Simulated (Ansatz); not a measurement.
**Equilibrium of GaH2Cl + C3H9N ⇌ GaH2(NH2) + C3H7Cl at process temperatures**

Gas-phase species: GaH2Cl `[Cl][GaH2]`, singlet; C3H9N (isopropylamine) `CC(C)N`, singlet; GaH2(NH2), singlet; C3H7Cl (2-chloropropane) `CC(C)Cl`, singlet. The partners trade Cl for NH2: Ga–Cl and C–NH2 bonds give way to Ga–NH2 and C–Cl.

The electronic reaction energy at CCSD(T)/def2-TZVPP is +58.0 kJ/mol. Shapes: PBE0-D4/def2-TZVP. Flexible molecules stand in one conformer, not always the lowest. Programs: Ansatz 0.2.0. Enthalpy and entropy come from rigid-rotor, harmonic-oscillator sums on unscaled PBE0-D4/def2-TZVP wavenumbers, ideal gases at 1 bar. Symmetry numbers: GaH2Cl 2, C3H9N 1, GaH2(NH2) 2, C3H7Cl 1. R = 8.3145 J/(mol K).

```
T (K)  ΔH (kJ/mol)  ΔS (J/(mol K))
  700        +56.2            +7.6
 1000        +57.1            +8.7
 1300            ?               ?
```

Q: Work out ln K at 700 and 1000 K, and from these estimate it at 1300 K.

A: 
1. 700 K: ΔG = +56.2 − 700 × (+7.6)/1000 = +50.9 kJ/mol; ln K = −ΔG/RT = -8.75.
2. 1000 K: ΔG = +57.1 − 1000 × (+8.7)/1000 = +48.4 kJ/mol; ln K = −ΔG/RT = -5.82.
3. Slope against 1000/T: (-5.82 − (-8.75))/(1.0000 − 1.4286) = -6.84, that is −ΔH/R with ΔH near +57 kJ/mol.
4. 1300 K: ln K = -8.75 + (-6.84) × (0.7692 − 1.4286) = -4.24.

The full sums give ΔH = +57.6 kJ/mol, ΔS = +9.2 J/(mol K), ΔG = +45.6 kJ/mol and ln K = -4.22 at 1300 K, so the line is off by -0.02 in ln K; without rounding the miss is -0.02, from the change of ΔH with temperature. The reactants are favoured over this whole range. An error of 10 kJ/mol in the energy moves ln K by 0.9 at 1300 K. Soft modes are treated as harmonic, which can err either way at these temperatures; the lowest are those of C3H9N (220 cm⁻¹), C3H7Cl (240 cm⁻¹). Other conformers aren't counted. Other reactions of these species are left aside. Relativity is left out for Ga. Outer-core shells of Ga are correlated, in sets that cover them unevenly.

Exchange of chloride for amide is uphill because the Ga–Cl/C–N pairing is stronger overall than Ga–NH2/C–Cl. Carbon binds amino and chloro groups with broadly similar homolytic strength, so the preference probably arises mainly at gallium, where the strongly polar Ga–Cl bond outweighs the Ga–N bond despite possible nitrogen lone-pair donation into the empty Ga 4p orbital.

Entropy offers little compensation: two molecules become two molecules, so the translational contributions largely cancel. The rise of ln K from -8.75 at 700 K to -4.22 at 1300 K is therefore chiefly the van 't Hoff response of an endothermic reaction, not a sign of an entropy-driven reversal. Heating makes the amide more accessible without making it the favoured product, and an energy error of 10 kJ/mol would not overturn that preference. The equilibrium constants do not show how quickly the exchange would occur.
